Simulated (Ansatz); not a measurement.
# A series in volume per atom on TiN

Results calculated with Ansatz 0.2.0, not measured. Periodic Kohn-Sham DFT of a crystal at fixed atoms; pressure and stress are positive in compression; the energy is the free energy less that of spherical unpolarised free atoms; site moments are those in the method's own spheres, positive along +z.

Cell of the first row (space group Fm-3m, No. 225):
```
CELL_PARAMETERS angstrom
0.00000 2.07870 2.07870
2.07870 0.00000 2.07870
2.07870 2.07870 0.00000
ATOMIC_POSITIONS crystal
Ti 0.00000 0.00000 0.00000
N 0.50000 0.50000 0.50000
```

Settings of every row: method all-electron PAW; functional PBE; relativity scalar; k mesh 13x13x13; filling fermi-dirac; smearing width 0.05 eV; nucleus gaussian.

Atom start moment: 0 on all atoms.

| row | volume per atom (Å³) | pressure (GPa) |
| --- | --- | --- |
| 1 | 8.982 | 20.27 |
| 2 | 8.987 | 20.081 |
| 3 | 9.173 | 12.995 |
| 4 | 9.364 | 6.449 |
| 5 | 9.46 | ? |
| 6 | 9.555 | 0.552 |
| 7 | 9.651 | -2.171 |
| 8 | 9.746 | -4.755 |
| 9 | 9.937 | -9.532 |
| 10 | 10.128 | -13.834 |

Question: what pressure should row 5 give?

Worked fit of pressure. Take u = (V_r/V)^(2/3) − 1 with V_r = 9.555 Å³ an atom, which is twice the finite (Eulerian) strain; such expansions in the strain, on which the Birch-Murnaghan equation of state is built, carry the rest volume and the bulk modulus. The shown rows have u = 0.04209, 0.0417, 0.02757, 0.01355, 0, -0.00664, -0.01311, -0.0258, -0.03808. Least squares give pressure = 0.5562 + 419.418 × u + 1126.51 × u² + 955 × u³ GPa; a parabola predicts inner rows, each left out in turn, worse (root mean square 0.019 against 0.0074 GPa). The rows lie off it by -0.006, 0.007, -0.001, 0.000, -0.004, 0.008, -0.004, -0.001, 0.000 (root mean square 0.0045 GPa). The pressure vanishes at u = -0.0013, or V = 9.574 Å³ an atom, and there the bulk modulus at fixed shape and fractions is B = −V dP/dV = (2/3)(1 + u) dP/du = 277 GPa. The withheld row has u = 0.00668, so the fit gives 0.5562 + 419.418 × (0.00668) + 1126.51 × (0.00668)² + 955 × (0.00668)³ = 3.408 GPa.

The calculation gave 3.425 GPa. The fit lies 0.017 GPa (0.05 % of the column's range) below it; its largest miss of a shown row is 0.008 GPa.
